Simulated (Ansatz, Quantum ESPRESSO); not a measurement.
# Charge on a five-layer Mo(100) slab against the potential of a facing electrode, by the effective screening medium method

A metal surface facing an electrode looks like a plate capacitor, yet one of its plates has no sharp edge: the electrons of the metal fade out into the vacuum over a distance that is not small beside the gap. Where, then, does the added charge sit, and does it stay there as the charge grows? The answer sets the capacitance of thin gaps, and it enters every model of an electrode surface under bias. We put charges of both signs on a five-layer Mo(100) slab with its atoms held and calculate the electron potential at the electrode, measured from the Fermi level of the slab. A positive charge means that electrons have been removed.

## Method

1×1 slabs of 5 layers at the tabulated measured lattice constant, clean, top layers relaxed with Ansatz 0.2.0 under PBE. The slab faces a perfect electrode across vacuum above it and open vacuum below (effective screening medium, Quantum ESPRESSO 7.5 (pw.x), GBRV ultrasoft pseudopotentials, cutoffs 40 and 200 Ry). Charges from −3 to +6×10¹³ e/cm² are put on the slab with its atoms held; points where added electrons spill towards the electrode are left out. Spin-paired, no spin-orbit coupling. The charged runs use Marzari-Vanderbilt smearing of 0.02 Ry, k-spacing 0.25 Å⁻¹ (2π included); functional as named with each line. The same in all rows: distance from the top atom to the electrode: 6.06 Å.

Notes on method and selection:

- A vacuum distance d alone gives a slope of 0.181·d eV per 10¹³ e/cm², d in Å.
- At zero charge the potential is the work function of the upper face.
- Removing electrons pulls the charge plane inwards and adding them pushes it out, which bends the line slightly.
- Runs with a warning of large negative density or a flawed pseudopotential file, with a field left in the vacuum, or with open shells run without spin are not listed.
- Runs in which the search for lower states was switched off are not listed.
- Runs that did not converge, have known faults or may not be shown are not listed, and runs on Ansatz's PAW sets soft_1 and soft_2 are kept to separate tables.

Columns:

- charge (10¹³ e/cm²): charge of the slab per area, positive where electrons are removed.
- back work function (eV): vacuum level below the slab less the Fermi level.
- potential (eV): electron potential at the electrode less the Fermi level.

## Data

```
member  charge (10¹³ e/cm²)  back work function (eV)  potential (eV)
−3.0    −3.00                3.985                    1.922
−1.5    −1.50                3.983                    2.895
+0.0    0.00                 3.979                    ?
+1.5    1.50                 3.982                    4.982
+3.0    3.00                 3.975                    6.084
+6.0    6.00                 3.977                    8.374
```

Cells marked ? are withheld until the estimate has been made.

Least-squares fits to the members shown, with x = charge (10¹³ e/cm²); R² and errors in the fitted variable (y, or ln y where the fit is in ln y):

```
y               members  fit                   R²    rms residual  leave-one-out rms  the same for the mean of the others
potential (eV)  5        y = 3.992 + 0.7164 x  1.00  0.070         0.15               2.9
```

## Why the values move as they do

The potential rises with every step of positive charge, from 1.922 eV at −3.0 to 8.374 eV at +6.0. The sign is that of electrostatics: an electron leaving a positively charged slab has to climb against its attraction.

The line is nearly straight, with a slight and regular bend. Between −3.0 and −1.5 the slope is (2.895 − 1.922) / 1.50 = 0.649 eV per 10¹³ e/cm², and between +3.0 and +6.0 it is (8.374 − 6.084) / 3.00 = 0.763, about 18 % more. The two intervals between them have intermediate slopes, in order. The rms residual of 0.070 eV about the straight fit is therefore mostly curvature.

A vacuum gap of width d gives a slope of 0.181·d, with d in Å, so each slope can be read as a distance from the electrode to the plane where the next portion of charge sits. The two slopes give 0.649 / 0.181 = 3.59 Å and 0.763 / 0.181 = 4.22 Å. With the top atom 6.06 Å from the electrode, the plane lies 6.06 − 3.59 = 2.47 Å above that atom on the negative side and 6.06 − 4.22 = 1.84 Å above it on the far positive side. Added electrons go into the soft outer tail of the density; removing electrons thins this tail, and the next ones come from deeper in.

These heights are somewhat larger than the rough 1.5 Å expected from half a layer spacing plus the usual spill-out of a metal. An offset in the effective position of the electrode would shift all of them alike and leave the inward movement of about 0.6 Å unchanged.

The back work function stays within 0.010 eV while the potential at the electrode changes by 6.452 eV. The slab thus screens the field, and the charge gathers on the face towards the electrode.

## An estimate before looking

Plain estimates from the members shown:

- +0.0, fit at x = 0.00: 3.992 eV
- +0.0, straight-line interpolation between −1.5 and +1.5: w = (0.00 − (−1.50)) / (1.50 − (−1.50)) = 0.500, so 2.895 + 0.500 × (4.982 − 2.895) = 3.939 eV

At zero charge there is no field in the gap, and the potential is the work function of the upper face. The straight fit gives 3.992 eV, too high because a line through a curve that bends upwards passes above its middle. Interpolation between the neighbours, 3.939 eV, has the same fault to a smaller degree.

The bend can be removed with the four points placed evenly about zero. The mean of the potentials at ±1.5 is (2.895 + 4.982) / 2 = 3.9385 eV and that at ±3.0 is (1.922 + 6.084) / 2 = 4.003 eV. Odd terms in the charge cancel in these means, and the quadratic term is four times as large in the second, so the value at zero is (4 × 3.9385 − 4.003) / 3 = 3.917 eV.

This is the cubic through the four points, and it can be tried on +6.0, which it has not used. With the Lagrange weights for that charge it gives 6 × 2.895 − 10 × 4.982 + 7.5 × 6.084 − 2.5 × 1.922 = 8.375 eV, against 8.374 eV in the table.

The back work function of 3.979 eV at zero charge is not used as a guide, since it belongs to a face left unrelaxed. Its scatter over the six rows, with a standard deviation of 0.004 eV, does indicate how steady the Fermi level is from run to run. The weights of the cubic pass such scatter on almost unchanged, and we take it as the error.

**Committed estimate, +0.0: potential = 3.917 ± 0.004 eV.**

## Outcome

```
member  charge (10¹³ e/cm²)  back work function (eV)  potential (eV)
+0.0    0.00                 3.979                    3.917
```

```
member  estimate       potential (eV)  computed  estimate − computed  miss in error bars
+0.0    committed      3.917           3.917     0.000                0.0
+0.0    fit            3.992           3.917     +0.075
+0.0    interpolation  3.939           3.917     +0.022
```

The estimate of 3.917 eV agrees with the computed value to the last printed digit, well inside its error bar of 0.004 eV. The straight fit was 0.075 eV too high and the interpolation between the neighbours 0.022 eV too high, both on the side expected for a curve that bends upwards.

Removing the bend with the four evenly placed points was the step that worked. The error bar was probably too wide. We had read the scatter of the back work function as unsteadiness of the Fermi level, but the potentials at the electrode follow a smoother curve than that scatter suggests.

With the neutral slab in place, the slopes of successive intervals are 0.649, 0.681, 0.710, 0.735 and 0.763 eV per 10¹³ e/cm². They pass through zero charge without a jump, as expected if the charge plane moves steadily inwards while electrons are removed. The movement per unit of charge becomes smaller towards the positive end, presumably because the outer tail has already been thinned there and the density beneath it is steeper.

## Residuals

Least-squares fits to the whole series, with x = charge (10¹³ e/cm²); R² and errors in the fitted variable (y, or ln y where the fit is in ln y):

```
y               members  fit                   R²    rms residual  leave-one-out rms  the same for the mean of the others
potential (eV)  6        y = 3.978 + 0.7178 x  1.00  0.069         0.14               2.5
```

Largest departures from the fit to the whole series:

```
member  potential (eV)  fit    computed − fit  in rms residuals
−3.0    1.922           1.825  +0.097          1.4
+6.0    8.374           8.285  +0.089          1.3
+1.5    4.982           5.055  −0.073          1.1
+0.0    3.917           3.978  −0.061          0.9
```

No single member stands out: the largest departure, +0.097 eV at −3.0, is only 1.4 times the rms residual. The two ends of the series lie above the straight line and the four members between them lie on or below it, which is the pattern left when a line is fitted to a smooth upward bend. The moving charge plane accounts for this pattern, and no member needs a cause of its own.

## Experiment

```
member  quantity        measured  computed  computed − measured  conditions                                                                                                                      source
+0.0    potential (eV)  4.45      3.917     −0.533               compiled values differ between sources by a tenth of an eV or more; this face reconstructs in experiment and the slab does not  [1]
```

Sources:

[1] "Anisotropic work function of elemental crystals" (2019, arXiv:1902.07811)

Only the neutral slab has a measured partner. Its computed work function of 3.917 eV is 0.533 eV below the compiled 4.45 eV, a gap several times the tenth of an electronvolt or so by which sources differ. How the potential changes with charge is not tested by this comparison.

Relaxation of the top layers explains little of the gap. The unrelaxed back face has 3.979 eV, only 0.062 eV more than the relaxed one. The pseudopotentials are not the main cause either, since the relaxation run, made with another program and other atomic data, gave nearly the same work function for the upper face.

PBE often gives work functions of metals that are too low, by roughly 0.1 to 0.3 eV, and a slab of five layers may add an error of up to about 0.1 eV of either sign. The measured face also reconstructs, which changes its surface dipole by an amount not shown in the table. With one compiled value, possibly for a different surface structure, we do not assign the whole difference to the functional.

## Conclusions

From −3 to +6×10¹³ e/cm² the potential is close to linear in the charge, with a slope that grows by about 18 % from the first interval to the last. The charge sits on the face towards the electrode. Between −1.5 and +1.5 the slope is (4.982 − 2.895) / 3.00 = 0.696 eV per 10¹³ e/cm², which puts the added charge near neutrality 6.06 − 0.696 / 0.181 = 2.2 Å above the top atom, provided the electrode acts exactly at its nominal distance. Further runs on the same slab, not tabled, in which the electrode potential was fixed and the charge left to adjust, fall on the same curve.

A further charge between −3 and +3 can be estimated to a few thousandths of an electronvolt from the cubic, but only to about 0.1 eV from the straight fit.

As 10¹³ e is about 1.6 µC, the capacitance near zero charge is 1.6 / 0.696 = 2.3 µF/cm². Counting the gap from the top atom would give only 1.6 / (0.181 × 6.06) = 1.5 µF/cm².

The largest omission for an electrode in use is the liquid. Its polarisation would screen the field and could reduce the slope several times over.

[Logs are printed without paths, hosts, clocks, repeated set-up lines and the standing remarks that a program may print on its own settings, such as how far it seeks lower states.]
